**Why do the hyperfine factors of these Sm⁵⁺ 4f³ levels run opposite to the Landé g, and why does B change sign?**

These are the twelve lowest levels of Sm⁵⁺ from a Dirac CI calculation. All are 4f³, so I don't see why A/g_I spans a factor of twenty. It falls along ⁴I and ⁴F as g rises. Is that just 1/J? B/Q is positive only for ⁴I, ⁴S has almost no hyperfine structure, and ⁴F 7/2 and 9/2 look out of order in B.

radial Dirac CI 1: Dirac-Coulomb-Breit CI with model QED for ¹⁵²Sm⁵⁺, closed core [Kr] 4d¹⁰, using exchange-only KLI orbitals optimised for each configuration. Valence Slater integrals are scaled by 0.85, and a P86 correlation estimate is added for each configuration. A and B are for point nuclear moments without core polarisation, with g_I = μ/(I μ_N).

```
level configuration  level term     J  Landé g  A/g_I (MHz)  B/Q (MHz/barn)  weight of the leading LS term (%)
        4f3 5s2 5p6         4Io   9/2   0.7342         1033           405.8                                 95
        4f3 5s2 5p6         4Io  11/2   0.9657        811.9           409.6                                 98
        4f3 5s2 5p6         4Io  13/2    1.106        682.8           448.6                                 99
        4f3 5s2 5p6         4Io  15/2    1.196        607.1           514.0                                 98
        4f3 5s2 5p6         4Fo   3/2   0.4416         1140          -279.5                                 91
        4f3 5s2 5p6         2Ho   9/2   0.9823        873.3          -360.3                                n/a
        4f3 5s2 5p6         4Fo   5/2    1.032        698.2          -268.4                                 96
        4f3 5s2 5p6         4Fo   7/2    1.185        624.1          -541.2                                 84
        4f3 5s2 5p6         4So   3/2    1.930        52.04          -43.48                                 91
        4f3 5s2 5p6         4Fo   9/2    1.238        592.9          -495.4                                 74
        4f3 5s2 5p6         2Ho  11/2    1.097        651.7          -131.1                                n/a
        4f3 5s2 5p6         2Go   7/2   0.9558        793.1          -143.8                                n/a
```

**Answer**

A/g_I is the magnetic dipole constant per unit nuclear g factor, and B/Q the quadrupole constant per barn of nuclear quadrupole moment. They apply to odd isotopes, since ¹⁵²Sm, the isotope set in the run, has no nuclear spin. In a label such as 4Io the 4 is 2S+1, the letter gives L and o is odd parity; the last column is the share of that LS term in the level. All rows belong to one configuration, so one radial factor should serve them all, ⟨r⁻³⟩ = 7.966 bohr⁻³ for 4f in the same run, and the spread has to come from angular coupling.

**A follows the orbital share of J.** An f electron does not reach the nucleus. It makes a field there by its orbital current and by the dipole field of its spin:

A/g_I = a ⟨Σ[l − s + 3n(n·s)]·J⟩ / J(J+1), a = (μ₀/4π) 2μ_B μ_N ⟨r⁻³⟩/h = 760 MHz

Here n is the unit vector to the electron. Call x = ⟨L·J⟩/J(J+1) the orbital share of J, so that 1 − x is the spin share. With a spin g factor of 2, g = x + 2(1 − x), which gives x = 2 − g and

A(orbital)/g_I = a(2 − g).

Spin raises g but adds nothing to the orbital current, so on the whole the two columns run in opposite directions, in mixed levels as well as pure ones. Between levels of similar g, such as ²G 7/2, ⁴I 11/2 and ²H 9/2, the dipole field of the spin can reverse the order.

For ⁴I 15/2, 2 − 1.196 = 0.804, and 0.804 × 760 MHz = 611 MHz. The table has 607.1 MHz, so the estimate is 0.7 % high with nothing fitted. Its worst relative error is in ²H 9/2, where it falls 11 % below the table value. What it leaves out there is the spin-dipolar term, taken up below.

The 1/J behaviour is no general law. It works best where L is well above S, as in ⁴I, because L then lies nearly along J in every level of the multiplet. In LS coupling xJ = J/2 + [L(L+1) − S(S+1)]/2(J+1), which has a flat minimum where (J+1)² = L(L+1) − S(S+1). For ⁴I that is J+1 near 6, inside the multiplet, so A×J hardly moves: A drops by a factor 1.70 while J grows by 1.67. For ⁴F the minimum lies at the bottom of the multiplet, and A drops by only 1.92 while J triples.

**B follows the shape of the cloud.** In the state with M = J,

B/Q = −2b ⟨ΣC₂₀⟩, C₂₀ = (3cos²θ − 1)/2, b = 1871.7 MHz/barn from the same ⟨r⁻³⟩.

An f orbital has ⟨C₂₀⟩ = (12 − 3m²)/45: a ring for |m| = 3, zero for |m| = 2, elongated along the axis for |m| = 1 and 0. Hund's rule puts the parallel spins of ⁴I 15/2 in m = 3, 2, 1, with sum −1/3 + 0 + 1/5 = −2/15. The cloud is flattened and B/Q = (4/15) × 1871.7 = 499 MHz/barn, 3 % below the table's 514.0.

The ⁴F 9/2 level also has three parallel spins but needs only M_L = 3. It therefore includes occupations such as m = 2, 1, 0, whose sum is +7/15. The weighted sum for pure ⁴F is positive, the cloud is elongated and B is negative. Pure LS algebra gives the sign of the table in every row except ⁴S, where it gives zero.

**Mixing shapes the irregular rows.** Spin-orbit coupling mixes terms of equal J. To follow this, the f³ Hamiltonian was diagonalised nonrelativistically with the run's own Slater integrals, scaled by 0.85, and its 4f spin-orbit constant, with no parameter fitted; the printed output below lists every row. Mixing cuts the rms error in A against the table from 35 to 4.5 MHz, and repairs g and B by comparable or larger factors. Because the ingredients come from the run, this interprets the calculation and does not test it against nature, and the names of the admixed terms come from the model alone.

The three quantities respond differently, for a reason theory supplies. The projection of S on J does not connect different LS terms, so g, and with it the orbital part of A, is a weighted average over the terms present. The ⁴F 9/2 level has the largest LS g of its multiplet, 1.334, and is only 74 % pure. Admixed ²H and ²G, both with smaller g, pull the model to 1.244, near the table's 1.238. The orbital share rises accordingly and A lies above its LS value.

The spin-dipolar operator does connect different terms, and so does the quadrupole operator when the terms have equal spin. Both therefore carry cross terms that depend on the mixing amplitudes and not only on the weights, and a 4 % weight is an amplitude of 0.2. In ⁴I 9/2 that much ²H lifts A from 997 to 1030 MHz in the model, although g rises and the orbital part must fall slightly. The gain is therefore spin-dipolar. The same term is largest in ²H 9/2, where it closes the gap left by a(2 − g).

B reacts most. In ²H 9/2, which the run gives as 65 % pure, the model finds a fifth of ²G, and B goes from −120 to −345 MHz/barn against −360.3 in the table. The LS reference here is the lower of the two ²H terms of f³, and likewise for ²G. In ⁴F the slight dip of |B| at J = 5/2 is already in the LS algebra. The reversal you noticed is not: pure LS puts 9/2 well beyond 7/2, and mixing enlarges |B| of 7/2 while shrinking that of 9/2.

Pure ⁴S is spherical with L = 0, so it has no orbital field, no dipolar field and no B. Its g of 1.930 falls 0.07 short of the free-spin value, and a times that deficit is about 55 MHz against 52.04 in the table. All of this A is borrowed, in the model mainly from ²P. It is the least reliable A in the table: core polarisation, left out here, gives a contact field that follows the spin, and in a level that is almost all spin it can exceed the borrowed part.

The amount of mixing depends on the gaps between terms, and so on the scale factor, which was chosen on measured levels. With unscaled integrals the model's A for ⁴S drops by 15 MHz and B for ²G 7/2 shifts by −89 MHz/barn, the largest changes in each column. These are model estimates, since the Dirac run was made at one scale only. The gaps carry their own uncertainty: ⁴F 7/2 and ⁴S 3/2 lie 166 cm⁻¹ apart and their order is not secure, though their different J keeps them from mixing.

The model still misses the table by more than its rounding. Separate factors on the orbital, dipolar and spin parts, fitted to all twelve rows, halve the error in A, which may reflect relativistic radial integrals, but that is a guess. One factor fitted to all B values comes out as 1.000 and gains nothing. The worst row is ²G 7/2, with −194 MHz/barn against −143.8, although its g and A agree closely. Slightly different ⁴G and ⁴F amplitudes in the Dirac CI are the likelier cause, since this B is also the one that moves most with the scale factor. A distortion of the 5s and 5p shells by the 4f cloud would, to first order, scale all B values alike, and the fitted factor shows no sign of that. But the table's B values leave out core polarisation, so this says nothing about how strongly those shells change B in the real ion. Neither point is a proof.

Numerical output:

```
radial factors from <r^-3>: a = 760.0 MHz, b = 1871.7 MHz/barn; no fitted parameter in the two blocks
level   | g: table LS mixed | A MHz: table, a(2-g) (err %), LS, mixed = orbital + dipolar (err %)
4I 9/2  | 0.7342 0.7266 0.7347 | 1033.0  961.6 ( -6.9)  996.7 1030.3 =  961.2  +69.1 ( -0.3)
4I 11/2 | 0.9657 0.9650 0.9668 |  811.9  786.0 ( -3.2)  801.0  813.3 =  785.2  +28.1 ( +0.2)
4I 13/2 | 1.1060 1.1079 1.1069 |  682.8  679.7 ( -0.5)  678.7  686.1 =  679.0   +7.0 ( +0.5)
4I 15/2 | 1.1960 1.2005 1.1978 |  607.1  611.4 ( +0.7)  594.5  611.0 =  610.1   +0.9 ( +0.6)
4F 3/2  | 0.4416 0.3986 0.4434 | 1140.0 1183.5 ( +3.8) 1094.3 1149.7 = 1182.1  -32.4 ( +0.8)
2H 9/2  | 0.9823 0.9089 0.9755 |  873.3  773.5 (-11.4)  869.4  873.9 =  778.6  +95.3 ( +0.1)
4F 5/2  | 1.0320 1.0286 1.0333 |  698.2  735.8 ( +5.4)  678.9  705.2 =  734.8  -29.6 ( +1.0)
4F 7/2  | 1.1850 1.2386 1.1838 |  624.1  619.8 ( -0.7)  563.0  627.8 =  620.6   +7.2 ( +0.6)
4S 3/2  | 1.9300 2.0023 1.9312 |   52.0   54.8 ( +5.4)   -0.0   55.5 =   54.0   +1.5 ( +6.6)
4F 9/2  | 1.2380 1.3341 1.2436 |  592.9  579.6 ( -2.2)  534.9  593.0 =  575.3  +17.7 ( +0.0)
2H 11/2 | 1.0970 1.0911 1.0966 |  651.7  686.5 ( +5.3)  667.7  658.0 =  686.8  -28.8 ( +1.0)
2G 7/2  | 0.9558 0.8886 0.9555 |  793.1  793.5 ( +0.1)  817.1  792.2 =  793.7   -1.6 ( -0.1)
level   | B MHz/barn: table LS mixed mixed-table | run weight % | model terms %
4I 9/2  |  405.8  433.1  405.5   -0.3 | 95 | 4I 95.7 2H 4.2 2G 0.1 4G 0.0
4I 11/2 |  409.6  423.8  415.0   +5.4 | 98 | 4I 98.5 2H 1.4 2I 0.0 4G 0.0
4I 13/2 |  448.6  449.2  455.7   +7.1 | 99 | 4I 99.3 2K 0.6 2I 0.1 2H 0.0
4I 15/2 |  514.0  499.1  518.3   +4.3 | 98 | 4I 98.0 2K 2.0 2L 0.0 4G 0.0
4F 3/2  | -279.5 -299.5 -279.6   -0.1 | 91 | 4F 91.4 2D 7.3 2P 0.7 4S 0.5
2H 9/2  | -360.3 -120.4 -344.7  +15.6 | 65 | 2H 67.9 2G 20.2 4F 6.5 4I 3.6
4F 5/2  | -268.4 -294.1 -258.6   +9.8 | 96 | 4F 96.5 2D 3.1 2F 0.3 4G 0.1
4F 7/2  | -541.2 -415.9 -520.4  +20.8 | 84 | 4F 84.0 2G 15.3 4G 0.4 2F 0.3
4S 3/2  |  -43.5    0.0  -38.0   +5.5 | 91 | 4S 91.3 2P 7.1 4F 1.2 2D 0.3
4F 9/2  | -495.4 -623.9 -501.3   -5.9 | 74 | 4F 75.1 2H 16.4 2G 8.0 4I 0.5
2H 11/2 | -131.1 -127.3 -121.7   +9.4 | 93 | 2H 94.1 4G 4.2 4I 1.4 2I 0.3
2G 7/2  | -143.8 -529.0 -194.3  -50.5 | 65 | 2G 68.3 4G 17.4 4F 14.4 2F 0.0
rounding of the table: g up to 0.0005, A up to 0.5 MHz, B 0.05 MHz/barn; below: model minus table
g LS: rms 0.04935, worst 4F 9/2 +0.09611
g mixed: rms 0.002741, worst 2H 9/2 -0.006808
A a(2-g) MHz: rms 41.31, worst 2H 9/2 -99.85
A LS MHz: rms 35.04, worst 4F 7/2 -61.13
A mixed MHz: rms 4.518, worst 4F 3/2 +9.679
B LS MHz/barn: rms 142.1, worst 2G 7/2 -385.2
B mixed MHz/barn: rms 17.28, worst 2G 7/2 -50.54
energy cm-1, scale 0.85: rms 357.2, worst 4F 7/2 +552.2
energy cm-1, scale 1.0: rms 2522, worst 2G 7/2 +3751
scale 1.0: rms g 0.0118, A 6.9 MHz, B 44.9 MHz/barn
scale 1.0 minus 0.85, g: rms 0.0106, worst 4S 3/2 +0.02183
scale 1.0 minus 0.85, A MHz: rms 7.59, worst 4S 3/2 -15.17
scale 1.0 minus 0.85, B MHz/barn: rms 28.59, worst 2G 7/2 -88.89
fitted factors: A orbital 0.995 dipolar 1.070 spin -0.0031, rms 2.2 MHz; B 1.000, rms 17.3 MHz/barn
A x J MHz: 4I 4648 4465 4438 4553; 4F 1710 1746 2184 2668
A first/last, J last/first: 4I 1.702, 1.667; 4F 1.923, 3.000
```
